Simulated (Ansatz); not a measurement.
Sr: the change of pressure and energy above lowest point with volume per atom

All results are calculated (Ansatz 0.2.0 development build). Equation of state of a cubic crystal from periodic Kohn-Sham density functional theory without spin; pressure corrected for the finite basis.

Cell of the first row (space group Fm-3m, No. 225):
```
CELL_PARAMETERS angstrom
0.00000 2.95520 2.95520
2.95520 0.00000 2.95520
2.95520 2.95520 0.00000
ATOMIC_POSITIONS crystal
Sr 0.00000 0.00000 0.00000
```

Settings of every row: formula Sr; structure type fcc; functional PBE; spin treatment none; k mesh 31x31x31; occupation method fermi-dirac; occupation width 0.061225619 eV; wave cutoff 420 eV; datasets soft-1 PAW; density cutoff ratio 4.

| row | volume per atom (Å³) | pressure (GPa) | energy above lowest point (meV/atom) |
| --- | --- | --- | --- |
| 1 | 51.616 | 0.792 | 7.72 |
| 2 | 52.715 | ? | ? |
| 3 | 53.813 | 0.237 | 0.78 |
| 4 | 54.911 | -0.006 | 0 |
| 5 | 56.009 | -0.229 | 0.82 |
| 6 | 57.107 | -0.434 | 3.1 |
| 7 | 58.206 | -0.623 | 6.73 |

Question: what pressure and energy above lowest point should row 2 give?

Worked fit of pressure. Take u = (V_r/V)^(2/3) − 1 with V_r = 55.46 Å³ an atom, which is twice the finite (Eulerian) strain; such expansions in the strain, on which the Birch-Murnaghan equation of state is built, carry the rest volume and the bulk modulus. The shown rows have u = 0.04905, 0.0203, 0.00665, -0.00655, -0.01932, -0.0317. Least squares give pressure = −0.1198 + 16.891 × u + 33.07 × u² + 31.6 × u³ GPa; a parabola predicts inner rows, each left out in turn, worse (root mean square 0.00063 against 1.9e-05 GPa). All shown rows lie on it to the printed digit. The pressure vanishes at u = 0.0070, or V = 54.88 Å³ an atom, and there the bulk modulus at fixed shape and fractions is B = −V dP/dV = (2/3)(1 + u) dP/du = 11.7 GPa. The withheld row has u = 0.03442, so the fit gives −0.1198 + 16.891 × (0.03442) + 33.07 × (0.03442)² + 31.6 × (0.03442)³ = 0.502 GPa.

The calculation gave 0.502 GPa. The fit meets it to the printed digit.

Worked fit of energy above lowest point. Take u = (V_r/V)^(2/3) − 1 with V_r = 55.46 Å³ an atom, which is twice the finite (Eulerian) strain; such expansions in the strain, on which the Birch-Murnaghan equation of state is built, carry the rest volume and the bulk modulus. The shown rows have u = 0.04905, 0.0203, 0.00665, -0.00655, -0.01932, -0.0317. Least squares give energy above lowest point = 0.219 − 62.35 × u + 4464.2 × u² − 1530 × u³ meV/atom; a parabola predicts inner rows, each left out in turn, worse (root mean square 0.03 against 0.0015 meV/atom). All shown rows lie on it to the printed digit. Its lowest point lies at u = 0.0070, or V = 54.88 Å³ an atom, and the curvature there gives the bulk modulus at fixed shape and fractions, B = (4/9)(1 + u)² E″(u)/V = 11.7 GPa. The withheld row has u = 0.03442, so the fit gives 0.219 − 62.35 × (0.03442) + 4464.2 × (0.03442)² − 1530 × (0.03442)³ = 3.30 meV/atom.

The calculation gave 3.3 meV/atom. The fit meets it to the printed digit.
